## Taking a fraction of an electron out of the oxygen 1s shell

A Kohn-Sham calculation accepts any occupation of an orbital, so a core hole can be opened in small steps. In the table, x electrons are removed from the 1s shell of a spherical, spin-unpolarised oxygen atom treated with PBEsol. E is the energy less that of the starting configuration, ε the eigenvalue of the emptied level, ⟨r⟩ its mean radius, and D = E(x) − x·E(1) the deviation from the straight line between the end rows. What do the rows at x = 0.7 and 0.9 hold?

Oxygen atom, starting from 1s2 2s2 2p4, with up to one electron removed from 1s; all-electron, non-relativistic Kohn-Sham calculations with Quantum ESPRESSO ld1.x 7.5, using the PBEsol functional, spherical densities, no spin polarisation and a point nucleus. The straight line joins the energies at 0 and 1 electrons removed.

| electrons removed (electrons) | energy less that of the starting configuration (eV) | emptied level eigenvalue (eV) | emptied level mean radius (bohr) | deviation from the straight line (eV) |
| --- | --- | --- | --- | --- |
| 0.000 | 0 | -512.34 | 0.20014 | 0.000 |
| 0.100 | 51.624 | -520.15 | 0.19935 | -3.604 |
| 0.200 | 104.03 | -528.03 | 0.19857 | -6.423 |
| 0.300 | 157.23 | -535.98 | 0.19780 | -8.450 |
| 0.400 | 211.23 | -543.99 | 0.19705 | -9.680 |
| 0.500 | 266.03 | -552.06 | 0.19632 | -10.105 |
| 0.600 | 321.64 | -560.19 | 0.19559 | -9.720 |
| 0.700 | ? | ? | ? | ? |
| 0.800 | 435.32 | -576.55 | 0.19419 | -6.503 |
| 0.900 | ? | ? | ? | ? |
| 1.000 | 552.27 | -593.03 | 0.19285 | 0.000 |

### Slope and curvature

Janak's theorem states that the derivative of the total energy with respect to an occupation is the eigenvalue, so dE/dx = −ε. The two columns bear this out: Simpson's rule on −ε at x = 0, 0.5 and 1 gives (512.34 + 4 × 552.06 + 593.03)/6 = 552.27 eV, which is E(1). The bend, 10.105 eV at its deepest known row, is therefore no convergence artefact. It also dwarfs a known fault of this program, whose total energies under GGAs such as PBEsol lie 0.005 to 0.024 eV low.

The curvature is U = d²E/dx² = −dε/dx. If U were constant it would equal ε(0) − ε(1) = 80.69 eV, and integrating twice with D(0) = D(1) = 0 gives D = −(U/2)x(1 − x). The depth at the middle would be U/8 = 10.086 eV, only 0.019 eV short of the table. The same curvature explains why −ε(0) lies 39.93 eV below the removal energy, close to U/2.

### Why the energy bends

The cause has to be argued from theory. With n = 2 − x electrons in a frozen 1s orbital of Coulomb integral J, the Hartree energy is ½n²J, and its curvature is J. For a hydrogenic orbital J = 5Z_eff/8 hartree with Z_eff = 1.5/⟨r⟩, which is of order 100 eV here. Exact exchange would cancel the repulsion of each spin with itself and leave n↑n↓J. That term is linear if the hole is in one spin. An unpolarised calculation sets n↑ = n↓ = n/2, which gives n²J/4 and a curvature J/2 even with perfect cancellation. Semilocal exchange goes roughly as −n^(4/3) instead of −n². It can come close to the exact exchange energy of a full shell, yet it curves much less, so more of the Hartree curvature survives. Both contributions are inside the 80.69 eV, and the table alone cannot separate them.

Relaxation works the other way. The density responds to the hole in proportion to x, the energy gained goes as −x², and the curvature falls. Since J scales as 1/⟨r⟩, a 1s hole in fluorine should bend more and one in carbon less, and a hole in the diffuse 2p shell much less.

U is not quite constant. Eigenvalue differences between known rows, divided by the step in x, rise from 78.1 eV in the first interval to 82.4 eV in the last, by 5.5 %. The orbital contracts as its partner's screening is lost: Z_eff rises by 0.283 over the whole path, near the 5/16 of the variational helium-like atom. Between the same intervals 1/⟨r⟩ grows by 3.2 %, so if U scaled as 1/⟨r⟩, contraction would account for more than half of the drift, but not all. The product U⟨r⟩ climbs from 15.60 to 15.93 eV bohr by x = 0.55 and then stays level within its rounding of 0.02. One guess for the levelling is that the negative exchange curvature, proportional to n^(−2/3), strengthens as the shell empties.

A steady drift U′ = dU/dx has a visible signature. The trapezoid rule then overshoots the integral of −ε by U′/12 and the midpoint rule undershoots by U′/24. The mean of −ε at the two ends exceeds E(1) by 0.415 eV, and Slater's transition-state value −ε(0.5) falls short by 0.21 eV; both imply U′ ≈ 5 eV per electron.

### The prediction

Growing U pushes the well toward large x: D(0.8) is 0.080 eV deeper than D(0.2). Both hidden rows should lie below the chord, deeper than their mirror rows (−8.450 and −3.604 eV) and deeper than the parabola. The eigenvalue should be slightly shallower than the line between the end values, and U should stay between 81 and 83 eV.

For numbers, each hidden row has known neighbours a and b, a distance h = 0.2 apart, and Janak's theorem supplies the slope at both. Two values and two slopes fix a cubic with nothing fitted. At its midpoint

D = (D_a + D_b)/2 − h(ε_a − ε_b)/8,

−ε = 1.5[(D_b − D_a)/h + E(1)] + (ε_a + ε_b)/4.

For x = 0.7, D = (−9.720 − 6.503)/2 − 0.025 × 16.36 = −8.1115 − 0.409 = −8.5205 eV, and E = −8.5205 + 0.7 × 552.27 = 378.069 eV. The mean slope is 3.217/0.2 + 552.27 = 568.355 eV, so −ε = 852.53 − 284.185 = 568.35 eV.

Applied to the known rows x = 0.1 to 0.5, each from its own neighbours, the cubic misses by at most 0.0005 eV in D, 0.010 eV in ε and 0.0015 eV in E. Each bar is that miss plus the worst effect of the table's rounding. The trial covers only x ≤ 0.5, so it does not vouch for the region where U levels off. The radii come from interpolating Z_eff by hand, with a generous bar; a least-squares quadratic in x through the nine known values of Z_eff gives 0.194887 and 0.193514 bohr. A straight line would miss known radii by up to 7 × 10⁻⁵ bohr, well above the rounding of 5 × 10⁻⁶.

| x | E (eV) | ε (eV) | D (eV) | ⟨r⟩ (bohr) |
|---|---|---|---|---|
| 0.7 | 378.069 ± 0.011 | −568.35 ± 0.03 | −8.520 ± 0.002 | 0.19489 ± 0.00002 |
| 0.9 | 493.380 ± 0.012 | −584.78 ± 0.03 | −3.663 ± 0.002 | 0.19352 ± 0.00002 |

Two global forms serve for comparison. The parabola gives D = −8.472 and −3.631 eV, each ± 0.048, its worst miss on known rows. A linearly drifting U gives D = −x(1 − x)[a + b(x − ½)]; least squares on the seven known interior deviations yields a = 40.41 and b = 0.85 eV, and D = −8.522 and −3.668 eV, each ± 0.004.

### The computed rows

The withheld rows as computed:

| electrons removed (electrons) | energy less that of the starting configuration (eV) | emptied level eigenvalue (eV) | emptied level mean radius (bohr) | deviation from the straight line (eV) |
| --- | --- | --- | --- | --- |
| 0.700 | 378.07 | -568.35 | 0.19488 | -8.521 |
| 0.900 | 493.38 | -584.78 | 0.19351 | -3.663 |

All eight values fall inside their bars. The forecasts of E, ε and D agree to 0.001 eV or to the last printed digit, and both radii were forecast 0.00001 bohr too large, one unit of the last digit. The rows are deeper than their mirrors by 0.071 and 0.059 eV, and ε is shallower than the straight line by 0.47 and 0.18 eV. The four last intervals give U = 81.6, 82.0, 82.3 and 82.5 eV, each uncertain by 0.1, inside the stated range and rising more slowly than the 0.6 to 0.7 eV per step below x = 0.55.

The global forms each slip just outside a bar. The parabola is 0.049 eV too shallow at x = 0.7, because it is symmetric and the well is not. The drifting form is 0.005 eV too deep at x = 0.9, continuing its miss at 0.8; it carries a steady rise of U into the region where the rise slows.

The hits are interpolations, and Janak's theorem is built into the calculation. They show that E(x) is smooth and consistent with ε(x), and they say nothing on how the curvature divides between self-repulsion and the sharing of the hole between spins. A further output of the run at x = 0.7 gives the scale: the Coulomb integral of its 1s orbital is J = 131.43 eV. With the orbital frozen, the Hartree term alone would have that curvature, and sharing the hole between spins would leave half of it, about 66 eV, even with exact exchange. The computed U, near 82 eV, is what remains of J after semilocal exchange and relaxation have taken their parts.

D is not a direct measure of delocalisation error. Piecewise linearity is a theorem for ground states between whole electron numbers, whereas this path starts from a spherical atom without a moment, not the triplet, and ends in core-hole O⁺ with half a 1s electron in each spin. Without spin polarisation, term splitting and relativity, 552.27 eV is not a spectroscopic ionisation energy.
